Lithium takes a closely packed structure and firmly rejects simple cubic and diamond, but this calculation doesn't settle which closely packed structure is the most stable. Face-centred cubic (fcc, space group 225) is nominally lowest, with body-centred cubic (bcc, 229) only 3 meV/atom above it. Simple cubic, listed as Ca type, lies 122 meV/atom above fcc, and diamond, listed as Si type, 520 meV/atom. The first gap is smaller than the 4 meV/atom accuracy of the calculation; the other two are far larger.

Structures of elemental lithium, computed with Ansatz 0.2.0 using scalar-relativistic plane-wave DFT (PBEsol, PAW datasets made for PBE, 420 eV cutoff, 0.1 eV Gaussian smearing) without spin polarisation. Cell and atoms were relaxed at zero pressure; energies are per atom relative to the lowest structure listed, at 0 K without zero-point motion.

```
   found from  space group number  atoms in cell  volume per atom (Å³)  over lowest (meV/atom)
database cell                 225              1                 20.18                     0.0
database cell                 166              3                 20.18                     1.0
database cell                 194              4                 20.19                     1.0
database cell                 194              2                 20.17                     2.0
 rattled cell                 139              1                 20.21                     3.0
database cell                 229              1                 20.24                     3.0
      Ti type                 191              3                 20.25                    15.0
       W type                 223              8                 20.25                    19.0
 changed type                  69              2                 20.29                    40.0
database cell                  51              6                 20.34                    45.0
      Sn type                 191              1                 20.26                    69.0
      Sn type                 141              2                 20.27                    76.0
      Ca type                 221              1                 20.33                   122.0
       B type                 166             12                 23.99                   209.0
      Si type                 227              2                 25.26                   520.0
```

The column "over lowest" gives the energy per atom above the lowest structure. The labels under "found from" need care. The bcc row is called a database cell, but its run started as trigonal selenium and relaxed to bcc, and the W type listed here isn't the bcc structure of tungsten. Magnetism was not tested, since the runs whose settings are known were made without spin.

Volume can't explain the energy gap between fcc and simple cubic: from one to the other it varies by less than 1 %. Something must therefore penalise simple cubic at practically the same density.

Why even spacing wins

Two limiting cases show what matters. In the first, atoms are held together by directed bonds, each needing two electrons. Diamond has four contacts per atom, each shared by two atoms, so it needs four valence electrons per atom to fill its bonds. Silicon has four; lithium has one, and gains little from an open framework.

In the opposite limit, the valence electrons form a perfectly uniform gas with positive ions sitting in it. At a given density the energy of the gas itself is the same for every structure. Only the mutual repulsion of the ions still depends on the arrangement, and it is lowest when the ions are spread as evenly as possible. Lithium, with its single, loosely held valence electron, is much closer to this limit.

The contact distances show how evenly each lattice spreads its ions. In fcc each atom has 12 neighbours at 3.06 Å. In simple cubic it has only 6, and they have moved in to 2.73 Å, while large voids remain elsewhere. Diamond has 4 neighbours at 2.54 Å, although its volume per atom is larger.

The number of nearest neighbours alone would mislead for bcc. It has 8 of them against 12 in fcc, yet costs almost nothing. The reason is a second shell of 6 atoms only about 15 % farther out than the first, so the ions are still evenly spread. Evenness of spacing is a better guide than a count of contacts.

How large the penalty should be

The uniform-gas limit gives an electrostatic energy per atom of

E = −A e²/(2r)

Here r is the radius of a sphere with the volume of one atom, e² is 14.4 eV Å, and A is a pure number set by the geometry of the lattice. The more evenly a lattice spreads its ions, the larger A is. For simple cubic, A is smaller than for fcc by roughly 0.032.

The fcc volume of 20.18 Å³ per atom gives r = (3 × 20.18/4π)^(1/3) ≈ 1.7 Å. The penalty for simple cubic is then

0.032 × 14.4 eV Å / (2 × 1.7 Å) ≈ 0.14 eV per atom

The full calculation gives 0.12 eV. The formula contains no constant adjusted to the table, so it supports ion repulsion as the main cause. It still yields only a scale, because real electrons gather around the ions and lower the energy of each structure by a different amount.

For diamond, A is smaller than for fcc by roughly 0.12, and the same formula gives about 0.5 eV. That is again the right size, but the comparison is less clean. The formula keeps the fcc density, whereas the computed diamond structure has expanded by 25 %. The printed output after this text lists both estimates with the distances and gaps.

For fcc and bcc the values of A are almost identical, and the electrostatic difference is below 1 meV/atom. The large term that rejects simple cubic therefore drops out of this contest. What remains is a small difference between the electronic contributions, which is why the choice between fcc and bcc is so delicate.

How safe the order is

Six structures lie within about 3 meV/atom of each other: fcc, bcc, three other stackings of close-packed layers, and a tetragonal cell. Their internal order should not be used. The fcc cell was also computed with a coarser mesh of electron wavevectors than bcc, which matters for a metal when the gap is this small. In addition, the PBEsol functional was used with PAW datasets made for another functional, PBE, and the effect of this on so small a gap wasn't tested.

The rejection of simple cubic is of another kind, since its gap is about 30 times the stated accuracy. That accuracy covers the numerical settings, not the density functional. Functional errors should largely cancel between two metals of equal density, and to reverse this order they would have to differ by more than 100 meV/atom. That is a theoretical argument, as only one functional was used.

A high entry in the table need not be a structure in which lithium could rest. The simple hexagonal cell, listed as Sn type with one atom, stacks its layers directly on top of each other and lies at 69 meV/atom. After a slight disturbance it relaxed to the tetragonal cell at 3 meV/atom. Most likely only its symmetry had held it up; the same may be true of simple cubic, but that was not tested.

What would reverse it

Temperature can reverse fcc and bcc. A structure with softer vibrations has more entropy, and its free energy falls faster on heating. At 300 K the thermal energy kT is about 26 meV, so an entropy advantage of 3/26 ≈ 0.12 k per atom, with k the Boltzmann constant, would cancel the computed gap. Even if the true gap were 4 meV/atom larger, 0.27 k would be enough.

Such an advantage is plausible for bcc, which is easily sheared towards fcc. The tetragonal cell lies between the two on that path, and its energy equals that of bcc within the accuracy. A path this flat suggests soft vibrations. It is well established that lithium is bcc at room temperature and that vibrational entropy favours this structure, although no vibrations were computed here.

Simple cubic would need an advantage of 4.7 k per atom at the same temperature. For classical vibrations, that means frequencies nearly five times lower than in fcc on average. Ordinary heating is therefore no realistic way to make it the stable form.

What to do about it

For lithium at room temperature, use bcc and don't let the nominal fcc minimum overrule it. If lithium metal serves as the reference for a reaction energy, choosing bcc instead of fcc shifts the result by only 3 meV per lithium atom. If the phase order itself matters, compute both structures with equally dense meshes and add their vibrational free energies. Simple cubic and diamond can be dropped from the list of candidates at ordinary pressure.

Output of the analysis:

```
Structures within 4 meV/atom of the lowest, count: 6
Step from this group to the next structure, meV/atom: 12
Bcc above fcc, meV/atom: 3
Bcc above fcc, unrounded, zero smearing, meV/atom: 3.187
Bcc above fcc, unrounded, with smearing entropy, meV/atom: 3.108
Simple cubic above bcc, meV/atom: 119
Diamond above simple cubic, meV/atom: 398
Simple cubic above fcc in units of the 4 meV accuracy: 30.5
Fall of simple hexagonal after rattling, meV/atom: 66
Volume range of all structures up to simple cubic, percent: 0.8428
Diamond volume above fcc, percent: 25.17
Nearest contact in fcc (12 neighbours), Å: 3.056
Nearest contact in bcc (8 neighbours), Å: 2.974
Second contact in bcc (6 neighbours), Å: 3.434
Nearest contact in simple cubic (6 neighbours), Å: 2.729
Nearest contact in diamond (4 neighbours), Å: 2.541
Electrostatic penalty of simple cubic, scale only, meV/atom: 136.4
Electrostatic penalty of diamond, scale only, meV/atom: 511.6
Entropy gain that cancels the bcc gap at 300 K, kB per atom: 0.116
The same if the gap were 4 meV larger, kB per atom: 0.2708
Entropy gain that cancels the simple cubic gap at 300 K, kB per atom: 4.719
```
